Dear colleague,

Yang's $\eta$-paired state is a good calibration object for your lattice of two-component fermionic atoms, because all its properties are known exactly. Here is an exercise that shows what such a state, together with the paired ground state at the same filling, reveals about a Hamiltonian that we pretend not to know. The four numbers below were made for the exercise and are rounded, with standard uncertainties, as your data would be. The first three belong to an $\eta$ state. The fourth was generated with the BCS approximation for the ground state of the same cluster at the same mean particle number.

| quantity | value |
|---|---|
| double occupancy per site in the $\eta$ state, $d$ | 0.251(3) |
| pair structure factor at its peak $\mathbf Q=(\pi,\pi)$, $P(\mathbf Q)$ | 6.97(8) |
| total energy of the $\eta$ state, $E_\eta/h$ | $-43.2(2)$ kHz |
| total energy of the paired ground state, $E_0/h$ | $-52.3(2)$ kHz |

You are told only that the cluster is a periodic $\ell\times\ell$ square lattice with even $\ell$, unit lattice constant and $L=\ell^2$ sites, and that

$$H=-t\sum_{\langle ij\rangle\sigma}\left(c^\dagger_{i\sigma}c_{j\sigma}+\mathrm{h.c.}\right)+U\sum_i n_{i\uparrow}n_{i\downarrow},$$

with each nearest-neighbour bond counted once. The band is $\varepsilon_{\mathbf k}=-2t(\cos k_x+\cos k_y)$, so the zero of energy is the band centre. The unknowns are $L$, the number of pairs $m$, $U$ and $t$.

## What is exact

Let $b_i^\dagger=c^\dagger_{i\uparrow}c^\dagger_{i\downarrow}$ and $(-1)^i=(-1)^{x_i+y_i}$, which is single-valued because $\ell$ is even. Define

$$\eta^\dagger=\sum_i(-1)^i b_i^\dagger=\sum_{\mathbf k}c^\dagger_{\mathbf k\uparrow}c^\dagger_{\mathbf Q-\mathbf k\downarrow}.$$

The commutator of the hopping term with one term of the momentum sum multiplies it by $\varepsilon_{\mathbf k}+\varepsilon_{\mathbf Q-\mathbf k}=0$. On a site, $b_i^\dagger$ acts only on the empty state and makes it doubly occupied, so $[n_{i\uparrow}n_{i\downarrow},b_i^\dagger]=b_i^\dagger$. With $[N,\eta^\dagger]=2\eta^\dagger$ this gives

$$[H,\eta^\dagger]=U\eta^\dagger,\qquad [H-\mu N,\eta^\dagger]=(U-2\mu)\,\eta^\dagger .$$

Since $H|0\rangle=0$, the state $(\eta^\dagger)^m|0\rangle$ with $0\le m\le L$ is an eigenstate of $H$ with $N=2m$ and energy $E_\eta=mU$, for any $t$ (Yang, 1989).

The $b_i^\dagger$ commute and square to zero, so the state is the equal-weight sum over all $\binom Lm$ placements of $m$ doublons, each with the product of the signs $(-1)^i$. Hence $d=m/L$. For $i\ne j$ the operator $b_i^\dagger b_j$ needs $j$ filled and $i$ empty, which occurs in $\binom{L-2}{m-1}$ placements, and it changes the sign factor by $(-1)^{i-j}$:

$$C_{ij}=\langle b_i^\dagger b_j\rangle=(-1)^{i-j}C,\qquad C=\frac{m(L-m)}{L(L-1)} .$$

The magnitude does not depend on distance and tends to $d(1-d)$ for large $L$. This is off-diagonal long-range order. The structure factor $P(\mathbf q)=L^{-1}\sum_{ij}e^{i\mathbf q\cdot(\mathbf r_i-\mathbf r_j)}C_{ij}$, with $C_{ii}=d$, lists the eigenvalues of the matrix $C_{ij}$:

$$P(\mathbf Q)=d+(L-1)C=\frac{m(L-m+1)}{L},\qquad P(\mathbf q\ne\mathbf Q)=d-C=\frac{m(m-1)}{L(L-1)} .$$

One eigenvalue grows in proportion to $L$, and the others stay below one.

The state is not the ground state for $t\neq0$ and $0<m<L$, even for attraction. The same sum without the signs also has $\langle H\rangle=mU$, because hopping breaks a doublon and has no expectation value among doublon placements. That state is not an eigenstate, since there the pair-breaking amplitudes add instead of cancelling, so some eigenstate lies below $mU$.

## Size, filling and interaction

Put $m=dL$ into $P(\mathbf Q)=d\,[L(1-d)+1]$ and solve:

$$L=\frac{P/d-1}{1-d}=35.7,\qquad m=\frac{P-d}{1-d}=8.97 .$$

The derivatives are $\partial L/\partial P=1/[d(1-d)]=5.32$ and $\partial L/\partial d=-100$. They contribute 0.43 and 0.30, and in quadrature $L=35.7(5)$. The same treatment gives $m=8.97(11)$. The allowed sizes are 4, 16, 36, 64 and so on, so $L=36$ and $m=9$ uniquely. The cluster is $6\times6$ with 18 particles, $n=N/L=1/2$, which is quarter filling. Once the integers are fixed, the uncertainties of $d$ and $P$ drop out of everything that follows.

For these integers $P(\mathbf Q)=7$, the background is 0.0571 and $C=0.1929$, against the large-$L$ limit $3/16$. Do not try to get $L$ from $C$. From $C=d(1-d)L/(L-1)$ one finds $|\partial L/\partial C|=(L-1)^2/[d(1-d)]=6.5\times10^3$, so an uncertainty of 0.002 in $C$ alone is worth 13 sites. The peak height is extensive and the pair correlation is not.

The interaction follows from $E_\eta=mU$:

$$U/h=-4.80(2)\ \mathrm{kHz}.$$

No static property of the $\eta$ state can give $t$, because neither the state nor its energy contains it. For that we need the fourth number.

## The BCS energy and the hopping

Take $\prod_{\mathbf k}(u_{\mathbf k}+v_{\mathbf k}c^\dagger_{\mathbf k\uparrow}c^\dagger_{-\mathbf k\downarrow})|0\rangle$ with real amplitudes and $v_{\mathbf k}=v_{-\mathbf k}$. Wick's theorem gives $\langle n_{i\uparrow}n_{i\downarrow}\rangle=n^2/4+F^2$ with $F=L^{-1}\sum_{\mathbf k}u_{\mathbf k}v_{\mathbf k}$, so the energy per site is

$$e_{\rm BCS}=\frac2L\sum_{\mathbf k}\varepsilon_{\mathbf k}v_{\mathbf k}^2-|U|\left(\frac{n^2}{4}+F^2\right).$$

Stationarity at fixed mean $n$, with multiplier $\mu$, gives $v_{\mathbf k}^2=\frac12(1-\xi_{\mathbf k}/E_{\mathbf k})$ and $u_{\mathbf k}v_{\mathbf k}=\Delta/2E_{\mathbf k}$. Here $\xi_{\mathbf k}=\varepsilon_{\mathbf k}-\tilde\mu$, $\tilde\mu=\mu-Un/2$ includes the Hartree shift, $\Delta=|U|F$ and $E_{\mathbf k}=(\xi_{\mathbf k}^2+\Delta^2)^{1/2}$. The number and gap equations are

$$1-n=\frac1L\sum_{\mathbf k}\frac{\xi_{\mathbf k}}{E_{\mathbf k}},\qquad \frac1{|U|}=\frac1{2L}\sum_{\mathbf k}\frac1{E_{\mathbf k}} .$$

Because $\sum_{\mathbf k}\varepsilon_{\mathbf k}=0$, the kinetic energy per site is $-\kappa t$ with $\kappa t=L^{-1}\sum_{\mathbf k}\varepsilon_{\mathbf k}\xi_{\mathbf k}/E_{\mathbf k}$. With $a=t/|U|$, $e_\eta=-|U|/4$ and $n=1/2$, the distance of the $\eta$ state above BCS is

$$g(a)=\frac{e_\eta-e_{\rm BCS}}{|U|}=\kappa a+F^2-\frac3{16}.$$

The data give, using $L|U|=4|E_\eta|$,

$$g=\frac{E_\eta-E_0}{4|E_\eta|}=\frac{9.1}{172.8}=0.05266 .$$

**Uniqueness.** For each trial state $e_\eta-e$ is linear in $a$ in units of $|U|$, and $g$ is the maximum over trial states, so $g$ is convex. To find it at small $a$, write $v_{\mathbf k}^2=\frac12(1-\cos\theta_{\mathbf k})$, $u_{\mathbf k}v_{\mathbf k}=\frac12\sin\theta_{\mathbf k}$ and $\theta_{\mathbf k}=\theta+\phi_{\mathbf k}$. At $t=0$ all angles equal $\theta$, with $\cos\theta=1-n$, and $e_{\rm BCS}=-|U|n/2=e_\eta$, so $g(0)=0$. A spread of angles at fixed $n$ shortens the mean unit vector and costs $|U|\langle\phi^2\rangle/4$, while the kinetic term adds $\sin\theta\,\langle\varepsilon\phi\rangle$, with brackets for the average over $\mathbf k$. The minimum is $-\sin^2\theta\,\langle\varepsilon^2\rangle/|U|$. With $\langle\varepsilon^2\rangle=4t^2$ and $\sin^2\theta=3/4$ this is $g\simeq3a^2$. A convex function that starts at zero and is positive beyond it increases strictly, so one value of $g$ fixes one $|t|$. The sign of $t$ stays open, since $c_{i\sigma}\to(-1)^ic_{i\sigma}$ reverses it and leaves all four data unchanged. I take $t>0$.

**Numbers.** The leading term alone gives $a=(g/3)^{1/2}=0.1325$, or $t/h=0.636$ kHz, a useful first guess. For the full solution, the 36 levels are $\varepsilon/t=0$ (ten times), $\pm1,\pm2,\pm3$ (four times each) and $\pm4$ (once each). Choose $\Delta/t$, solve the number equation for $\tilde\mu/t$, and read $a$ from the gap equation. The last column is explained further on.

| $\Delta/t$ | $\tilde\mu/t$ | $a$ | $\kappa$ | $F$ | $g$ | $\hbar\omega_\eta/\lvert U\rvert$ |
|---|---|---|---|---|---|---|
| 2.5 | $-2.204$ | 0.1463 | 0.782 | 0.366 | 0.0606 | 0.145 |
| 3.0 | $-2.413$ | 0.1270 | 0.698 | 0.381 | 0.0463 | 0.113 |
| 3.5 | $-2.635$ | 0.1120 | 0.627 | 0.392 | 0.0363 | 0.090 |

Since $g$ is nearly quadratic, interpolate $a$ linearly in $\sqrt g$. The first two rows have $\sqrt g=0.2461$ and 0.2152, the data have 0.2295, and so $a=0.1359$. A direct solution at this $g$ differs by less than a part in a thousand. The unpaired Fermi sea, a closed shell with $\kappa=4/3$ and $F=0$, has $g=-0.006$ at this $a$ and does not compete. Therefore $t/h=0.652$ kHz and $|U|/t=7.36$.

**Propagation.** Because the trial state is stationary, $dg/da=\kappa$, and interpolation in $a$ gives $\kappa=0.74$. Let $A=|E_\eta|$ and $B=|E_0|$, with independent uncertainties. From $B-A=36|U|\,g(t/|U|)$ and $|U|=A/9$,

$$\delta t=\frac{\delta B-[1+4(g-a\kappa)]\,\delta A}{36\kappa}=\frac{\delta B-0.81\,\delta A}{26.6},$$

which gives 0.010 kHz. The difference $B-A$ is uncertain by 3.1 per cent and $t$ by 1.5 per cent, halved by the nearly quadratic law. For the ratio, $g=(B/A-1)/4$ has uncertainty 0.00182, and $\delta(|U|/t)=\delta g/(\kappa a^2)=0.13$. A common shift of both energies largely cancels in $t$ but enters $U$ in full, so the zero of energy must be controlled. The model's parameters are

$$L=36,\quad m=9,\quad U/h=-4.80(2)\ \mathrm{kHz},\quad t/h=0.652(10)\ \mathrm{kHz},\quad U/t=-7.36(13).$$

Per site the $\eta$ state lies at $-1.84\,t$ and the BCS state at $-2.23\,t$. The $\eta$ state has the full interaction energy and no kinetic energy. The BCS state gives up some double occupancy to gain kinetic energy. Its long-distance pair correlation is $F^2=0.140$, from $F=0.374$ interpolated in $g$, with uniform sign, against a staggered 0.1929 in the $\eta$ state.

## If the fourth number were the true ground-state energy

The inversion is then biased in a known direction. The BCS state mixes even particle numbers around the mean 18, so its energy is at least the weighted mean of the exact $E_0(N)$, and at least $E_0(18)$ if $E_0(N)$ is convex in even $N$. Under that condition the true drop below $E_\eta$ is at least the BCS drop at the same $t$, and since $g$ increases, the inferred $t$ is an upper bound.

The size can be estimated at strong coupling. With pseudospins $T_i^+=(-1)^ib_i^\dagger$ and $T_i^z=(n_i-1)/2$, second order in $t$ gives $H_{\rm eff}=mU+J\sum_{\langle ij\rangle}(\mathbf T_i\cdot\mathbf T_j-\frac14)$ with $J=4t^2/|U|$. The $\eta$ state has maximal total pseudospin, so every bond term vanishes and it is the top of the doublon band. BCS is the classical canted state, with the $z$ components parallel and the transverse ones antiparallel, at $-J\sin^2\theta=-\frac34J$ per site, which is $3a^2$ again. Expand about it in Holstein–Primakoff bosons in local frames, with a field along $z$ that holds the canting. With the transverse axes of one sublattice suitably oriented, the two transverse couplings on a bond are $+J$ and $J\cos2\theta$, and the on-site term is $2J$. With $\gamma_{\mathbf k}=\frac12(\cos k_x+\cos k_y)$ and $\cos2\theta=-\frac12$ the modes are $\hbar\omega_{\mathbf k}=2J[(1+\gamma_{\mathbf k})(1-\frac12\gamma_{\mathbf k})]^{1/2}$. The zero-point shift per site is $\frac12(\langle\hbar\omega\rangle-2J)$, the same to first order at fixed field and at fixed filling. On the 36 momenta the square root averages to 0.911, so the shift is $-0.089J$, or 12 per cent of the classical drop. That lowers the inferred $t$ by the factor 0.945, about 0.04 kHz. This is leading order in $t/|U|$ and in the spin-wave expansion, and only indicative at $|U|/t\approx7$, but it is several times the statistical 0.010 kHz. With real data the theory of $E_0$, not your uncertainty, limits $t$, whereas $L$, $m$ and $U$ rest on exact statements.

Those statements need the nearest-neighbour band. A diagonal hopping $t'$ gives $\varepsilon_{\mathbf k}+\varepsilon_{\mathbf Q-\mathbf k}=-8t'\cos k_x\cos k_y$, and the $\eta$ state is no longer an eigenstate, although its mean energy remains $mU$.

## An independent test

Apply $\eta^\dagger$ to the exact ground state with $N<L$. With $\eta=(\eta^\dagger)^\dagger$ one has $[\eta,\eta^\dagger]=L-N$, so the norm squared $\langle\eta^\dagger\eta\rangle+L-N$ is positive, and the result is an eigenstate with $N+2$ particles and energy $E_0(N)+U$. It lies $\hbar\omega_\eta=U-2\mu$ above the ground state of that sector, with $2\mu=E_0(N+2)-E_0(N)$. Pair addition at momentum $\mathbf Q$ is thus a sharp line. With the BCS multiplier in place of that difference, $\hbar\omega_\eta=U(1-n)-2\tilde\mu$, or $\hbar\omega_\eta/|U|=-\frac12-2a\tilde\mu/t$, the last column of the table. Interpolation in $g$ gives 0.127, so the model's line sits at $\omega_\eta/2\pi=0.61(2)$ kHz. It was not used in the inversion. It probes the slope of the energy with filling rather than the energy itself, so a line found elsewhere, with $U$ known exactly from $E_\eta$, would show how far the BCS chemical potential departs from the true two-particle difference on this cluster.